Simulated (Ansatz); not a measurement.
All numbers below come from Ansatz, DFT PBE, scalar-relativistic, plane waves, PAW. All cells share a 420 eV cutoff and Γ-centred k meshes spaced at most about 0.3 Å⁻¹ (about 0.25 or finer for metals, 2π included). No spin polarisation in the final relaxations.

These are static total energies at zero pressure.

Two forms of ZnSn2N3 were relaxed alike.

A.

```
CELL_PARAMETERS angstrom
3.26476 0.00000 0.00000
0.00000 3.26476 0.00000
0.00000 0.00000 9.99960
ATOMIC_POSITIONS crystal
Zn 0.50000 0.50000 0.00000
Sn 0.50000 0.50000 0.27468
Sn 0.50000 0.50000 0.72532
N 0.00000 0.00000 0.00000
N 0.00000 0.50000 0.38669
N 0.50000 0.00000 0.61331
```

B.

```
CELL_PARAMETERS angstrom
5.85918 0.00000 0.00000
-2.92959 5.07420 0.00000
0.00000 0.00000 2.94663
ATOMIC_POSITIONS crystal
Zn 0.00000 0.00000 0.00000
Sn 0.33333 0.66667 0.00000
Sn 0.66667 0.33333 0.00000
N 0.50000 0.00000 0.50000
N 0.50000 0.50000 0.50000
N 0.00000 0.50000 0.50000
```

Problem. Which is lower in energy, and by how much?

Solution. B is lower, by 293 meV/atom. A has space group P-4m2 (No. 115), 17.8 Å³/atom and no gap on its mesh; B has space group P6/mmm (No. 191), 14.6 Å³/atom and no gap. Counting N atoms around Sn and Zn (those within 1.25 times the shortest such distance or 1.15 times the sum of covalent radii; the shortest distance is added where it is long for a bond), A has Zn 4 from 2.3 Å, Sn 2 and B has Zn 12 from 3.3 Å, Sn 6. Even the lower one lies +1.04 eV/atom against the reference forms of the elements (uncorrected), so neither is stable at this level. In A, Zn has 4 N at 2.31 Å and 2 Sn at 2.75 Å; Sn is surrounded by 2 N at 1.98 Å and 1 Zn at 2.75 Å; N on a site of symmetry -4m2 is surrounded by 4 Zn at 2.31 Å; 1 more site not described. In B, around Zn lie 2 Zn at 2.95 Å, 12 N at 3.28 Å and 6 Sn at 3.38 Å; Sn is surrounded by 6 N at 2.24 Å, 2 Sn at 2.95 Å, 3 Zn at 3.38 Å and 3 Sn at 3.38 Å; N has 4 Sn at 2.24 Å, 6 N at 2.93–2.95 Å and 4 Zn at 3.28 Å. Both come from invented guesses. A third cell relaxed alike, in P1, lies 0.76 eV/atom below the lower of the two; the P6/mmm cell fell into it when its atoms were moved at random.

Weakly bound directions are ill-defined at this level, which has no dispersion term (P-4m2), and this can change margins and order among such cells. In P-4m2, P6/mmm an odd number of electrons in the primitive cell allows no gap without spin; a larger cell or a magnetic state could open one. A magnetic state wasn't ruled out in cells without spin, among them P-4m2, P6/mmm. Cells relaxed within their symmetry can be saddle points.

The preference for P6/mmm probably comes from the Sn–N network: each Sn has six N neighbours at 2.24 Å, against only two short contacts at 1.98 Å in P-4m2. The price is paid by Zn, whose nearest N atoms, at 3.28 Å, are too distant for real bonding. In P-4m2 Zn does have N neighbours, but at 2.31 Å these contacts are stretched too. Neither cell therefore satisfies both metals.

Formal charges add a second difficulty. With Zn(II) and nitride ions, Sn must average between its usual states II and IV, yet symmetry makes all Sn atoms equivalent in each cell, which rules out distinct lone-pair Sn(II) and Sn(IV) sites. The large drop to P1 suggests that lower symmetry relieves the poor Zn coordination, the constraint on Sn, or both. The calculation thus ranks two unfavourable arrangements rather than identifying a ground state, and even the P1 cell remains above the elements.
